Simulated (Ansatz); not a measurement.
# As: pressure and energy change per atom against volume scale

Plane-wave DFT, scalar-relativistic PAW made under PBE with cores redone for the functional, no dispersion; the given relaxed cell is scaled uniformly, energy at zero smearing counts from the unscaled cell, pressure at the given Fermi-Dirac smearing is positive in compression. The results are calculated, by Ansatz 0.2.0.

The cell before it is scaled or strained (space group Pm-3m, No. 221):
```
cell vectors (Å)
   2.6919     0.0000     0.0000
   0.0000     2.6919     0.0000
   0.0000     0.0000     2.6919
atoms (fractions of the cell vectors)
As  0.00000  0.00000  0.00000
```

Settings of every row: spin polarised no; functional PBEsol; wave cutoff 420 eV; smearing width 0.1 eV; k mesh 13x13x13.

Atom starting moment: 0 on all atoms.

Limits: the cell comes from a prototype or a list of computed structures and needn't be the stable phase.

| row | volume scale | V (Å³/atom) | pressure (GPa) | energy change per atom (meV) |
| --- | --- | --- | --- | --- |
| 1 | 0.88 | 17.166 | 15.23 | 99.05 |
| 2 | 0.92 | 17.946 | ? | ? |
| 3 | 0.96 | 18.726 | 3.99 | 8.97 |
| 4 | 1.04 | 20.287 | -3.34 | 8.93 |
| 5 | 1.08 | 21.067 | -5.94 | 32.14 |
| 6 | 1.12 | 21.847 | -8.04 | 66.73 |

Question: what pressure and energy change per atom should row 2 give?

Worked fit of pressure. Take u = (V_r/V)^(2/3) − 1 with V_r = 20.287 Å³ an atom, which is twice the finite (Eulerian) strain; such expansions in the strain, on which the Birch-Murnaghan equation of state is built, carry the rest volume and the bulk modulus. The shown rows have u = 0.1178, 0.05483, 0, -0.02484, -0.04819. Least squares give pressure = −3.357 + 114.366 × u + 367.85 × u² GPa; a straight line predicts inner rows, each left out in turn, worse (root mean square 1.2 against 0.052 GPa). The rows lie off it by 0.01, -0.03, 0.02, 0.03, -0.03. The pressure vanishes at u = 0.0270, or V = 19.49 Å³ an atom, and there the bulk modulus at fixed shape and fractions is B = −V dP/dV = (2/3)(1 + u) dP/du = 91.9 GPa. The withheld row has u = 0.08518, so the fit gives −3.357 + 114.366 × (0.08518) + 367.85 × (0.08518)² = 9.05 GPa.

The calculation gave 9.03 GPa. The fit lies 0.02 GPa (0.086 % of the column's range) above it; its largest miss of a shown row is 0.03 GPa.

Worked fit of energy change per atom. Take u = (V_r/V)^(2/3) − 1 with V_r = 20.287 Å³ an atom, which is twice the finite (Eulerian) strain; such expansions in the strain, on which the Birch-Murnaghan equation of state is built, carry the rest volume and the bulk modulus. The shown rows have u = 0.1178, 0.05483, 0, -0.02484, -0.04819. Least squares give energy change per atom = 8.589 − 638.714 × u + 11930.52 × u² meV; a straight line predicts inner rows, each left out in turn, worse (root mean square 40 against 0.78 meV). The rows lie off it by 0.14, -0.47, 0.34, 0.32, -0.34 (root mean square 0.34 meV). The withheld row has u = 0.08518, so the fit gives 8.589 − 638.714 × (0.08518) + 11930.52 × (0.08518)² = 40.75 meV.

The calculation gave 40.23 meV. The fit lies 0.52 meV (1.3 % of the value, 0.58 % of the column's range) above it; its largest miss of a shown row is 0.47 meV.
